# Landau criterion for ordering on fcc and bcc, worked through for B2 → D0₃ in Fe₃Al

An ordering transition can be continuous only if the free energy has no term cubic in the order parameter. For concentration waves on a Bravais lattice this is a counting rule: a cubic term needs three wave vectors of the ordering star that add up to a reciprocal-lattice vector.

## Premises and conventions

1. Rigid Bravais lattice of $N$ sites $\mathbf R$, cube edge $a$. Wave vectors are in units of $2\pi/a$, energies in meV per atom.
2. $n(\mathbf R)$ is the probability that site $\mathbf R$ holds a B atom (Al below), with mean $c$, and $n(\mathbf R)=c+\delta(\mathbf R)$, $\delta(\mathbf R)=\sum_{\mathbf k\ne0}Q_{\mathbf k}e^{i\mathbf k\cdot\mathbf R}$, $Q_{-\mathbf k}=Q_{\mathbf k}^*$.
3. Near the transition the free energy $F$ is analytic in the $Q_{\mathbf k}$ and invariant under the space group of the parent phase.
4. One star (the set of inequivalent $\mathbf k$ related by the point group) goes soft, at a point where symmetry forces $\nabla_{\mathbf k}V=0$, so that the period is locked to the lattice. The points $(100)$ of fcc and bcc and $(\tfrac12\tfrac12\tfrac12)$ of bcc are of this kind.
5. For coefficients only: pair interchange energies $V(\mathbf R)=V_{AA}+V_{BB}-2V_{AB}$, with $V(\mathbf R=0)=0$, positive when unlike neighbours are preferred, and statistically independent sites (Bragg-Williams, BW).

Reciprocal-lattice vectors $\mathbf G=(hkl)$ have $h,k,l$ all even or all odd for fcc, and $h+k+l$ even for bcc.

## Step 1: the selection rule

A lattice translation $\mathbf T$ maps $Q_{\mathbf k}\to Q_{\mathbf k}e^{i\mathbf k\cdot\mathbf T}$. A monomial $Q_{\mathbf k_1}\cdots Q_{\mathbf k_m}$ picks up $e^{i\mathbf q\cdot\mathbf T}$ with $\mathbf q=\sum_j\mathbf k_j$. Invariance of $F$ requires this phase to be 1 for every $\mathbf T$, which is the definition of a reciprocal-lattice vector. A cubic term therefore needs

$$\mathbf k_1+\mathbf k_2+\mathbf k_3=\mathbf G ,$$

with the three vectors taken from the star, repeats allowed. Only premises 1 to 3 are used.

## Step 2: a cubic term forces a jump

Write the amplitudes of the star as $\rho\,\hat u$ with $\hat u$ a unit vector: $F-F_0=\tfrac12A\rho^2+C_3(\hat u)\rho^3+O(\rho^4)$. One star gives one quadratic coefficient $A(T,c)$, and a continuous transition would lie at $A=0$. The form $C_3$ is odd in $\hat u$, so if it is not identically zero some direction has $C_3<0$. At $A=0$ there is then a small finite $\rho_0$ with $F(\rho_0)<F_0$. By continuity this still holds for a range of $A>0$, where $\rho=0$ is a local minimum. The global minimum therefore leaves $\rho=0$ before $A$ vanishes, and it does so by a jump.

The rule runs one way. A cubic term forbids a continuous transition. Its absence only permits one.

## Step 3: Bragg-Williams coefficients

Up to terms linear in composition the energy is $\tfrac12\sum V(\mathbf R-\mathbf R')\,\sigma_{\mathbf R}\sigma_{\mathbf R'}$ with $\sigma=0,1$. For independent sites $\langle\sigma\sigma'\rangle=nn'$ and the entropy is a sum over sites. With $V(\mathbf k)=\sum_{\mathbf R}V(\mathbf R)e^{-i\mathbf k\cdot\mathbf R}$, $V_0=V(\mathbf k=0)$, and a bar for the site average,

$$F=\tfrac12V_0c^2+\tfrac12\sum_{\mathbf k\neq0}V(\mathbf k)|Q_{\mathbf k}|^2+k_BT\,\overline{s(n)},\qquad s(x)=x\ln x+(1-x)\ln(1-x).$$

The energy is exactly quadratic, so all higher terms come from $\overline{s(n)}=s(c)+\sum_{m\ge2}s_m(c)\,\overline{\delta^m}/m!$, where $s_m$ is the $m$-th derivative:

$$s_2=\frac1{x(1-x)},\qquad s_3=-\frac{1-2x}{x^2(1-x)^2},\qquad s_4=\frac2{x^3}+\frac2{(1-x)^3}>0 .$$

The average $\overline{\delta^3}$ contains $\overline{e^{i\mathbf q\cdot\mathbf R}}$, which is 1 for $\mathbf q=\mathbf G$ and 0 otherwise. This reproduces Step 1 and shows that each allowed triple appears, with weight $k_BTs_3(c)/6\propto(1-2c)/[c(1-c)]^2$.

## Step 4: fcc (100)

The difference $(100)-(010)=(1\bar10)$ has mixed parity, so the three vectors are inequivalent. Each equals its own negative because $(200)$ is a $\mathbf G$. The star has three arms with real amplitudes $\eta_1,\eta_2,\eta_3$, and $(100)+(010)+(001)=(111)$ is a $\mathbf G$. The invariant is $\eta_1\eta_2\eta_3$.

At $\mathbf R=\tfrac a2(h,k,l)$, $h+k+l$ even, the waves are $(-1)^h,(-1)^k,(-1)^l$ and their product is $+1$. The four simple-cubic sublattices carry $\delta=\eta_1+\eta_2+\eta_3$, $\eta_1-\eta_2-\eta_3$, $-\eta_1+\eta_2-\eta_3$, $-\eta_1-\eta_2+\eta_3$. Averaging gives $\overline{\delta^2}=\sum\eta_i^2$, $\overline{\delta^3}=6\eta_1\eta_2\eta_3$, $\overline{\delta^4}=\sum\eta_i^4+6\sum_{i<j}\eta_i^2\eta_j^2$, so

$$F-F_0=\tfrac12A\sum\eta_i^2-C\,\eta_1\eta_2\eta_3+D\Big(\sum\eta_i^4+6\sum_{i<j}\eta_i^2\eta_j^2\Big),$$

with $A=V(100)+k_BTs_2(c)$, $C=-k_BTs_3(c)$, $D=k_BTs_4(c)/24$. Also $A=k_B(T-T_0)/[c(1-c)]$, with $k_BT_0=-V(100)\,c(1-c)$.

For $c<\tfrac12$, $C>0$ favours $\eta_1=\eta_2=\eta_3=\eta>0$: one sublattice at $c+3\eta$, three at $c-\eta$, which is L1₂ with the minority species on one sublattice. Along this direction $F-F_0=\eta^2(\tfrac32A-C\eta+21D\eta^2)$. The ordered minimum reaches $F_0$ when the bracket has a double root, $C^2=4\cdot\tfrac32A\cdot21D$:

$$A^*=\frac{C^2}{126D}>0,\qquad \eta^*=\frac{C}{42D}.$$

The transition is first order. In a phase diagram this equal-free-energy line lies inside a two-phase field, except at a congruent point.

**The point $c=\tfrac12$.** Put $\epsilon=1-2c$. To leading order $C=16\epsilon k_BT$ and $D=\tfrac43k_BT$, so $\eta^*=\tfrac27\epsilon$ and $(T^*-T_0)/T_0=\tfrac8{21}\epsilon^2$. Since $T_0=T_0^{\max}(1-\epsilon^2)$, $T^*=T_0^{\max}(1-\tfrac{13}{21}\epsilon^2)$. The jump vanishes at $c=\tfrac12$ and the line peaks there. At fixed $\sum\eta_i^2=\rho^2$ the quartic term is $D\rho^4$ for a single wave (L1₀) and $\tfrac73D\rho^4$ for L1₂. L1₀ therefore wins once $-A\gg C^2/D$, and at $\epsilon=0$ it grows continuously from A1. The only scale for $A$ is $C^2/D\propto\epsilon^2$, so all boundaries converge on $(\tfrac12,T_0^{\max})$, where A1, L1₀ and the two L1₂ phases meet. This is the multicritical point of Shockley's 1938 mean-field diagram.

The zero of $C$ is not itself an artefact. A pair Hamiltonian is symmetric under $\sigma\to1-\sigma$, which at $c=\tfrac12$ sends every $\eta_i\to-\eta_i$ and removes all odd terms exactly. The artefact is the continuous transition and the common apex. With first-neighbour interaction $w_1$ alone, $V(1,\xi,0)=4w_1(-\cos\pi\xi-1+\cos\pi\xi)=-4w_1$ for every $\xi$. Whole lines of modes soften together and the neglect of correlations fails. Tetrahedron cluster-variation and Monte Carlo treatments of that model give a first-order A1-L1₀ transition and separate maxima for L1₂ and L1₀.

## Step 5: the bcc stars

**(100).** Here $(100)-(010)=(1\bar10)$ is a $\mathbf G$, so the star has one arm, also equivalent to $(111)$. The only triple is $(300)$, with odd sum, so there is no cubic term at any $c$. Equivalently, the translation $\tfrac a2(111)$ sends $\eta\to-\eta$. A continuous A2-B2 line is allowed.

**(½½½).** Reversing two components shifts the vector by a $\mathbf G$ of type $(110)$. Reversing all three shifts it by $(111)$, which is not a $\mathbf G$. The star is $\pm\mathbf k$, and its triples $\pm3\mathbf k,\pm\mathbf k$ are half-integer, so again there is no cubic term. One mixed triple survives: $(100)+2(\tfrac12\tfrac12\tfrac12)=(211)$.

Label a site $a(X,Y,Z)$ by the integer $p=2(X+Y+Z)$ mod 4. The two waves have phases $\pi p$ and $\pi p/2$, so $n_p=c+\eta\cos\pi p+\psi_1\cos\tfrac{\pi p}2+\psi_2\sin\tfrac{\pi p}2$ on four fcc sublattices:

$$n_{0,2}=c+\eta\pm\psi_1,\qquad n_{1,3}=c-\eta\pm\psi_2 .$$

B2 has only $\eta$. D0₃ has $\eta$ and $\psi_1$, and perfect Fe₃Al is $c=\eta=\tfrac14$, $\psi_1=\tfrac12$. B32 has $\eta=0$, $|\psi_1|=|\psi_2|$. With $V_1=V(100)$, $V_2=V(\tfrac12\tfrac12\tfrac12)$ and $\overline{\cos^2}=\tfrac12$,

$$F=\tfrac12V_0c^2+\tfrac12V_1\eta^2+\tfrac14V_2(\psi_1^2+\psi_2^2)+\tfrac14k_BT\sum_{p=0}^3s(n_p),$$

and $\overline{\delta^3}=\tfrac32\eta(\psi_1^2-\psi_2^2)$. The cubic term $\tfrac14k_BTs_3(c)\,\eta(\psi_1^2-\psi_2^2)$ is the mixed triple. It is quadratic in $\psi$, so $\psi=0$ remains a solution and the A2-B2 expansion is unchanged: $F-F_0=\tfrac12[V_1+k_BTs_2(c)]\eta^2+B\eta^4$, with $B=k_BTs_4(c)/24>0$ and $k_BT_1=-V_1c(1-c)$.

## Step 6: B2 → D0₃

The parent is now B2, with a simple-cubic lattice whose $\mathbf G$ are all integer triples. Then $\mathbf k\equiv-\mathbf k$, the star has one arm, and $3\mathbf k$ is half-integer. There is no cubic term: the translation $a(100)$ maps B2 onto itself and sends $\psi_{1}\to-\psi_{1}$. The amplitudes $\psi_1$ and $\psi_2$ now live on inequivalent sublattices and are separate order parameters.

Let $x=c+\eta$ (Al-rich) and $y=c-\eta$, $\eta>0$. In B2, $\partial F/\partial\eta=0$ reads

$$\ln\frac{x(1-y)}{y(1-x)}=-\frac{2V_1\eta}{k_BT}.$$

Expanding $\tfrac14[s(x+\psi)+s(x-\psi)]=\tfrac12s(x)+\tfrac14s_2\psi^2+\tfrac1{48}s_4\psi^4+\dots$ gives, for $\psi=\psi_1$,

$$F=F_{B2}(c,\eta)+a\psi^2+b\psi^4,\qquad a=\tfrac14[V_2+k_BTs_2(x)],\qquad b=\tfrac1{48}k_BTs_4(x).$$

(From here on $a$ is this coefficient.) For $\psi_2$ replace $x$ by $y$. Since $x(1-x)-y(1-y)=2\eta(1-2c)>0$ for $c<\tfrac12$, $s_2(x)<s_2(y)$ and the Al-rich sublattice softens first, at

$$k_BT_2=-V_2\,x(1-x).$$

The asymmetry between the two sublattices is the mixed cubic term continued to finite $\eta$: it selects D0₃ of the Fe₃Al type. For the shift from the A2 value $-V_2c(1-c)$, note that $x(1-x)-c(1-c)=\eta(1-2c-\eta)$, so B2 order raises the instability only if $\eta<1-2c$ at $T_2$. Since $y>0$ means $\eta<c$, this always holds for $c\le\tfrac13$, which includes Fe₃Al. For $\tfrac13<c<\tfrac12$, B2 order strong enough that $\eta>1-2c$ lowers the instability.

A positive $b$ is not yet enough, because $a$ depends on $\eta$ and $c$, which respond to $\psi^2$. Both enter through $x$, so $\partial a/\partial\eta=\partial a/\partial c=g=\tfrac14k_BTs_3(x)$. The Hessian of $F_{B2}$ is

$$H_{cc}=V_0+h,\quad H_{\eta\eta}=V_1+h,\quad h=\tfrac12k_BT[s_2(x)+s_2(y)],\quad H_{c\eta}=\tfrac12k_BT[s_2(x)-s_2(y)].$$

At fixed $c$, minimising $\tfrac12H_{\eta\eta}\Delta\eta^2+g\psi^2\Delta\eta$ gives $\Delta\eta=-g\psi^2/H_{\eta\eta}$ and

$$b_c=b-\frac{g^2}{2H_{\eta\eta}} .$$

Phase equilibrium is decided at fixed chemical-potential difference $\mu$, by minimising $F-\mu c$. The linear terms cancel at the B2 solution. With $\mathbf v=(\Delta c,\Delta\eta)$ and $\mathbf g=g(1,1)$, the minimum of $\tfrac12\mathbf v^TH\mathbf v+\psi^2\mathbf g^T\mathbf v$ is $-\tfrac12\psi^4\mathbf g^TH^{-1}\mathbf g$, so

$$b_\mu=b-\frac{g^2}{2}\,\frac{H_{cc}+H_{\eta\eta}-2H_{c\eta}}{H_{cc}H_{\eta\eta}-H_{c\eta}^2}.$$

For a positive-definite $H$, $b_\mu\le b_c\le b$. The line is continuous where $b_\mu>0$. At $b_\mu=0$ it ends in a tricritical point and opens into a two-phase field. The same argument for A2-B2, with coupling $\tfrac12k_BTs_3(c)\,\Delta c\,\eta^2$, gives $B_\mu=B-[k_BTs_3(c)]^2/\{8[V_0+k_BTs_2(c)]\}$.

Below a continuous $T_2$ at fixed $c$, $a\simeq a'(T-T_2)$ with $a'=\tfrac14k_Bs_2(x)+g\,d\eta/dT$. Differentiating the B2 condition gives $d\eta/dT=V_1\eta/(TH_{\eta\eta})$. Then $\psi^2=a'(T_2-T)/2b_c$, $F-F_{B2}=-a^2/4b_c$, and the heat capacity at fixed $c$ steps up on cooling by $\Delta C=T_2a'^2/2b_c$.

## Range of validity

- **Symmetry statements** (Steps 1 and 2, the parity counts) hold for any interactions on the ideal lattice. The coefficients are BW results. Triplet interactions add to $C$ and move its zero away from $c=\tfrac12$.
- **Quartic truncation** needs small amplitudes. The fcc results for $A^*$ and $\eta^*$ are quantitative only for $|\epsilon|\ll1$.
- **Absence of a cubic term** does not exclude a negative quartic coefficient, a fluctuation-driven jump, or a distant minimum of another structure.
- **Short-range order.** For a first-neighbour Ising model with coordination $z$, BW gives $k_BT_c=zJ$ and the pair (Bethe) approximation gives $\tanh(J/k_BT_c)=1/(z-1)$. The ratio of the second temperature to the first is 0.82 for $z=6$ and 0.87 for $z=8$. Interactions fitted through BW absorb shifts of this size. Both bcc transitions have a one-component order parameter with $\pm$ symmetry, so close to the line the exponent $\tfrac12$ and the finite step $\Delta C$ give way to three-dimensional Ising behaviour.
- **Magnetism, strain, vacancies** are left out. They renormalise $V_0,V_1,V_2$ and matter most for $b_\mu$ and $B_\mu$. In Fe-Al the continuous lines give way on the Al-poor side to A2+B2 and A2+D0₃ fields, which lie close to the Fe₃Al composition. A Curie temperature of roughly 750 K, typical near Fe₃Al, sets a magnetic energy scale of 65 meV per Fe atom, larger than the B2 ordering energy $\tfrac12V_1\eta^2=-10$ meV per atom at $T_2$ in the model below. With $T_2$ above the Curie point only magnetic short-range order acts there, but boundaries near or below the Curie line are outside this model.

## Numerical illustration: Fe₃Al

Inputs: $c=\tfrac14$, and approximate temperatures typical of near-stoichiometric Fe₃Al, $T_1\approx1070$ K (A2-B2) and $T_2\approx820$ K (B2-D0₃). $V_1$ and $V_2$ are fitted to them, so the temperatures are not predictions. Intermediate values were carried unrounded. The third figure serves to follow the arithmetic and has no meaning for the alloy.

**Fit.** $k_BT_1=92.2$ meV gives $V_1=-492$ meV. At $k_BT_2=70.7$ meV the right side of the B2 condition is $13.9\,\eta$, with root $\eta=0.203$, so $x=0.453$, $y=0.0466$. Then $s_2(x)=4.04$, $s_2(y)=22.5$, $s_3(x)=-1.52$, $s_4(x)=33.7$, and $V_2=-k_BT_2s_2(x)=-285$ meV. Without B2 order this wave would soften only at 620 K. The $\psi_2$ coefficient is $+326$ meV, so the Fe-rich sublattice stays uniform.

**$V_0$.** The two temperatures do not fix it. Assume first (8) and second (6) neighbour interactions only: $V_0=8w_1+6w_2$, $V_1=-8w_1+6w_2$, $V_2=-6w_2$. This gives $w_2=47.5$ meV, $w_1=97.1$ meV and $V_0=1.06$ eV. The ratio $w_2/w_1=0.49$ is below $\tfrac23$, the value at which $V_1=V_2$.

**Quartic coefficients at $T_2$.** $g=-26.8$ meV, $H_{\eta\eta}=445$ meV, $H_{c\eta}=-652$ meV, $H_{cc}=2.00$ eV.

| quantity | correction (meV) | value (meV) |
|---|---|---|
| $b$, frozen $\eta$ and $c$ | none | 49.6 |
| $b_c$, $\eta$ relaxed | 0.81 | 48.8 |
| $b_\mu$, $\eta$ and $c$ relaxed | 2.9 | 46.7 |

The corrections are small because $x$ is close to $\tfrac12$, where $s_3(x)$ vanishes. At $c=\tfrac14$ strong B2 order leaves a nearly half-filled simple-cubic sublattice. Solving $b_\mu=0$ for $V_0$ gives 62 meV, far below the two-shell value, so the sign does not hinge on that assumption unless other contributions remove almost all of $V_0$. For A2-B2 at $T_1$, $B=510$ meV, the correction is 138 meV and $B_\mu=372$ meV. Both lines are continuous in this model, and A2-B2 is the one more affected by the coupling to composition.

**Below $T_2$.** $d\eta/dT=-2.74\times10^{-4}$ K⁻¹ and $a'=0.0943$ meV/K. At 810 K the expansion gives $\psi=0.0983$. Solving $\partial F/\partial\eta=\partial F/\partial\psi_1=0$ for the unexpanded BW free energy gives $0.0976$, on a scale where perfect D0₃ is $\tfrac12$. The mean-field heat-capacity step is $\Delta C=0.87\,k_B$ per atom.